# BO: where the approach to full CI breaks, and on which side of the bond

The decision is which level of theory to trust as a yardstick for a B–O bond energy, and whether a functional may be chosen or rejected by its distance from that yardstick. It matters in device work because boron is the usual acceptor dopant in silicon and binds to oxygen at oxide interfaces and in doped glasses, where only functionals are affordable. The BO radical is small enough for full configuration interaction (FCI), the exact answer within the basis and frozen core, here an atomization energy D of 741.0 kJ/mol in cc-pVDZ. Each entry below is D at one level less that value, so a negative error means underbinding. The prefixes R and U mark a spin-restricted open-shell or an unrestricted Hartree–Fock determinant as starting point.

Atomization-energy errors of BO (neutral doublet, B–O 1.20 Å, PBE0/def2-TZVP geometry) at wavefunction and density-functional levels against FCI, computed with Ansatz 0.2.0 in the cc-pVDZ basis. The 1s cores are frozen in the correlated wavefunction levels, and the rows marked "valence" use a space of 9 electrons in 8 orbitals.

| level | this level less the reference (FCI, same basis) (kJ/mol) |
| --- | --- |
| RHF | -191.96 |
| UHF | -203.57 |
| RMP2 | 64.48 |
| UMP2 | 61.96 |
| CISD | -53.61 |
| RCCSD | -22.33 |
| UCCSD | -22.73 |
| RCCSD(T) | -2.72 |
| UCCSD(T) | -3.45 |
| BCCD(T) | -2.83 |
| RCCSDT | -2.01 |
| UCCSDT | -2.22 |
| CISDTQ | -3.09 |
| RCCSDT(Q) | -0.12 |
| UCCSDT(Q) | 0.53 |
| RCCSDTQ | -0.06 |
| UCCSDTQ | -0.24 |
| CASSCF valence | 41.57 |
| NEVPT2 valence | 18.03 |
| MRCISD valence | -7.21 |
| MRCISD+Q valence | -5.53 |
| PBE | 111.26 |
| r2SCAN | 84.72 |
| PBE0 | 57.56 |
| B3LYP | 55.15 |
| r2SCAN0 | 38.57 |
| CAM-B3LYP | 58.43 |
| wB97M-V | 59.43 |
| B2PLYP | 51.24 |
| RPA-PBE | -59.97 |

## The smooth pattern

The single-reference runs show a molecule that one determinant describes well, with one warning. The occupation is that of a σ radical, consistent with ²Σ⁺, and ⟨S²⟩ of the unrestricted determinant is 0.80 against the pure-doublet 0.75. The warning is a T1 diagnostic near 0.03, above the customary 0.02 (a limit set for closed shells), which signals marked orbital relaxation that the singles of coupled cluster can largely absorb. The two π* natural orbitals of CISD hold 0.039 electrons each. That is a low estimate, since CISD lacks products of doubles, and in the coupled-cluster runs the fullest nominally empty orbital holds 0.053 to 0.075. One determinant still dominates. Under that condition perturbation theory orders the connected excitations: doubles first, triples next, quadruples after that, each entering the energy at higher order.

This suggests a geometric law for the ladder HF, CCSD, CCSDT, CCSDTQ. With n the highest connected excitation rank, and HF counted as the first rung, the model is error = −A / r^(n−1). A straight line through ln(−error) against n, fitted by least squares to the six R and U rows up to CCSDT, gives A = 204.2 kJ/mol and r = 9.67. Theory argues for shrinking errors but not for equal ratios, so both the geometric form and the value of r are empirical and belong to this molecule and basis.

The CCSDTQ rows were kept out of the fit and serve as a prediction. For n = 4 the divisor is 9.67³ ≈ 904, and 204.2 divided by it gives an error of −0.23 kJ/mol. UCCSDTQ has nearly that value, within two units of the last printed digit. The unrestricted ladder is therefore close to geometric from end to end, with step ratios of 9.0 to 10.2.

RCCSDTQ does not follow, with −0.06 kJ/mol, a quarter of the prediction. Its last step shrinks the error by a factor of 33.5, where the other five steps give 8.6 to 11.1. The restricted row was already 0.21 kJ/mol nearer to FCI at CCSDT and is 0.18 nearer here, so the odd ratio reflects a small, steady offset between the two ladders and not unusual quadruples. The offset is larger than the rounding but chemically nil. A fit that includes both CCSDTQ rows is pulled steeper by this one point and then overshoots both HF rows.

## One equation for the sign

D is the energy of the atoms less that of the molecule, so the error is what the atoms lack minus what the molecule lacks. The molecular energies of the same runs allow this split. I take RCCSDT(Q), whose D is off by only −0.12 kJ/mol, as the zero of energy, read how far each level puts the molecule above it, and obtain the atoms' share from the difference in D. The split is thus relative to a near-exact level and not to FCI itself.

On this scale restricted HF lacks C(mol) = 679 kJ/mol in the molecule and C(at) = 488 kJ/mol in the two atoms together. The difference, 192 after rounding, is the RHF error: bonding crowds nine valence electrons together and creates interacting pairs that the separate atoms do not have. If a level leaves a fraction m(mol) of the molecular correlation and m(at) of the atomic correlation unrecovered, then

error ≈ m(at)·C(at) − m(mol)·C(mol).

A level that loses the same fraction on both sides must underbind, and overbinding needs m(at)/m(mol) above 679/488 ≈ 1.4.

Coupled cluster sits on the negative side, with UCCSDT(Q), treated below, as the one exception. RCCSD leaves 28.0 kJ/mol in the molecule and only 5.8 in the atoms, and RCCSDT leaves 2.06 and 0.17. The reason is electron counting: boron has three valence electrons, so CCSDT is already exact for it, and oxygen has six, while the molecule offers triples and quadruples among nine. From CCSD on, the error of the ladder is thus mostly a molecular quantity of one sign, which helps to keep the decay smooth.

The same bookkeeping explains why UHF binds less than RHF although it is variationally lower. Spin polarisation lowers the molecule by 9.5 kJ/mol but the atoms, with triplet oxygen among them, by 21.1, so D falls by 11.6. This effect of the reference is what puts RHF about 12 kJ/mol off the common curve, the largest absolute misfit on the ladder. CCSD recovers the spin polarisation from either determinant, and the R and U rows nearly coincide from there on. One caution applies to such comparisons: the program picks the coupled-cluster determinant by trial, and unrestricted levels can fall towards a higher spin. The ⟨S²⟩ of 0.80 speaks against that for the molecule's determinant, but the spin of the atoms and of the correlated wavefunctions was not checked here.

## MP2: the atoms are left behind

MP2 has doubles only and belongs on the second rung, where the model gives −21.1 kJ/mol. RMP2 stands at +64.48, a break of 85.6 kJ/mol and the largest among the wavefunction rows placed on the ladder. UMP2 breaks by 83.1, so the choice of determinant hardly matters.

One possible reading, that MP2 overcorrelates a multiple bond, is refuted for the total molecular energy. The RMP2 molecule, taken with its small singles term, lies 10.9 kJ/mol above the RCCSD molecule, which alone would weaken the bond. The atoms lie 97.7 above their RCCSD energies, and binding rises by the difference, 86.8. In total energies, then, the overbinding sits in the poorly correlated atoms. The split cannot exclude that overestimated bond pairs hide part of a similar deficit inside the molecule.

The sign equation reproduces the row. RMP2 recovers 94.3 % of the molecular correlation and 78.8 % of the atomic, so the unrecovered fractions stand in a ratio of 21.2/5.7, far beyond the threshold. In energies, the atoms lack 103.55 and the molecule 38.95 kJ/mol, and their difference plus the small error of the zero level returns the table entry. This is an identity that locates the error, and it does not test a cause.

The cause is argued from standard theory. In boron the 2s pair mixes strongly with the empty 2p orbitals, a near-degeneracy that calls for a large amplitude. MP2 takes that amplitude at first order, divided by a Hartree–Fock orbital gap that overstates the real excitation energy, and it omits the coupling among doubles that CCSD sums to all orders. In the molecule those 2p orbitals are largely used for bonding and the series starts closer to its limit. The split gives only the sum over boron and oxygen, so how much of the deficit is boron's remains untested.

## CISD: the molecule is left behind

CISD also stops at doubles, and it breaks the other way, with −53.61 kJ/mol, 32.5 below the curve. Against RCCSD the molecule is 36.2 higher and the atoms only 5.0 higher. The numbers place the excess error in the molecule.

The cause is the standard one, lack of size consistency. CCSD contains products of two double excitations through its exponential form, and CISD omits them. Two atoms computed separately may each be doubly excited at once, whereas the same event in the molecule is a quadruple excitation that CISD excludes. The loss grows with the number of electrons in one calculation, so the molecule normally pays more than its fragments.

A Davidson-type estimate, weight of the doubles times correlation energy, checks the size. The five strongly occupied natural orbitals hold 0.14 electrons fewer than nine, and at two electrons per double excitation the weight is about 0.07. The CISD correlation energy of the molecule is roughly 600 kJ/mol, so the product is roughly 40. That matches the gap to RCCSD in order of magnitude, which is all such an estimate can claim.

The argument carries to the other truncated CI rows, where no split tests it. CISDTQ has all quadruples yet errs by −3.09 kJ/mol, more than ten times the fourth-rung value and worse than CCSDT, as expected when products of doubles with triples and of three doubles are cut off. MRCISD underbinds by 7.21, and the +Q correction, built to estimate such products, moves D up by 1.68. The direction agrees with the argument, though most of that error stays.

## Perturbative rungs: UCCSDT(Q) overshoots

The (T) rows land near the third rung, between −2.72 and −3.45 kJ/mol, a little below full triples. BCCD(T), which rotates the orbitals until the singles vanish, gives −2.83, which suggests that orbital relaxation is not what remains. The output still lists singles of up to 0.071 for that run, probably counted from the Hartree–Fock orbitals, so the inference assumes that the rotation was completed. Full triples and then quadruples remove the rest.

UCCSDT(Q) is the only coupled-cluster row that overbinds, at +0.53 kJ/mol. The R and U molecules agree closely at CCSDT, and iterated quadruples add nearly the same binding to both, 1.95 and 1.98. The perturbative (Q) step on the U determinant adds 2.75, the molecule falling by 2.93 and the atoms only slightly, while on the R determinant it stays close to the iterated value. This points to a too large molecular (Q) term as the source of the overshoot, though no molecular energy with iterated quadruples is at hand to confirm it.

Theory says why such a thing can happen: a perturbative correction is not bounded, and it uses the orbital energies of its reference, to which the iterated equations are much less sensitive. That the mild spin contamination of the U determinant is the trigger is a guess, which one molecule does not test. Below 1 kJ/mol, then, the sign of a bracketed level depends on the determinant.

CASSCF at +41.57 and NEVPT2 at +18.03 kJ/mol are the remaining positive wavefunction rows, and no split is at hand for either. For CASSCF the sign can be argued. A valence space gives the molecule its bonding-to-antibonding excitations, while a triplet oxygen atom confined to its own 2s and 2p orbitals has no room to correlate. Boron does correlate there, by moving its 2s pair into 2p, so the atomic deficit is expected mainly on oxygen and not, as argued for MP2, from boron's near-degeneracy. Adding dynamic correlation lowers D, by 48.8 in MRCISD but only by 23.5 in NEVPT2. The argument does not cover what NEVPT2 has left, because that level does correlate oxygen outside the valence shell. That its second-order treatment still leaves the atoms short, as in MP2, is a guess. CASSCF can end on a higher solution, and nothing here checks the state.

## The functionals and the yardstick

All eight functional rows from PBE to B2PLYP are positive, from 38.57 for r2SCAN0 to 111.26 for PBE, and RPA on PBE orbitals underbinds by 60. A hybrid replaces a fraction a of semilocal exchange by exact exchange, so to first order D shifts linearly in a. Semilocal exchange favours the molecule more than exact exchange does, which makes the slope negative.

A least-squares line through PBE, r2SCAN, B3LYP, PBE0 and r2SCAN0, at their defining fractions, gives error = 97.8 − 202·a in kJ/mol. The rms scatter of 10.4 is an offset between families, PBE and PBE0 above the line and the r2SCAN pair below. CAM-B3LYP and wB97M-V, not fitted, lie within 8 kJ/mol of the line at their short-range fractions and far above it at their long-range ones. That suits a short bond whose energy is set by exchange at short range, though a loose line cannot prove it. The functionals were run without an added dispersion term, which should matter little for one short bond, and B3LYP uses the VWN-RPA form of local correlation. RPA, with full exact exchange and a correlation energy of its own, lies outside this picture, and its underbinding is not explained here.

B2PLYP, also outside the fit, is the clear break. At a = 0.53 the line gives −9.4, and the row lies 60.7 kJ/mol higher. The line is extrapolated there to about twice its highest fitted fraction, so the size of the break is uncertain. Its second-order correlation term restores binding that exact exchange removes, which is the design of a double hybrid and is argued here without a split.

These positive errors are distances from a small-basis reference and not from nature. Wavefunction correlation converges slowly with basis, more so in the molecule, while functionals without a term in the empty orbitals are closer to their limit in the same basis. B2PLYP and RPA have such a term and share part of the slow convergence. The measured value, rough and recalled, is near 800 kJ/mol, about 60 above this FCI, before any allowance for zero-point motion, spin–orbit coupling or core correlation. The hybrids overbind by 39 to 59, so much of their apparent fault may be the basis deficit of the reference, which these runs cannot separate from the functionals' own errors.

For the decision at hand, the three (T) levels, RCCSD(T), UCCSD(T) and BCCD(T), follow FCI within 3.5 kJ/mol, and the coupled-cluster levels with connected quadruples within 0.6. MP2, CISD and the valence CASSCF and NEVPT2 rows are unfit as yardsticks for this bond, the first two for located and opposite reasons. Ranking functionals for boron–oxygen bonding in silicon or oxides by this table would reward whichever of the eight overbinding functionals binds least, and a large-basis reference is needed first. All of this rests on one isolated molecule at one geometry, and atomization, with free open-shell atoms on one side, is a different test from a reaction between bonded species.
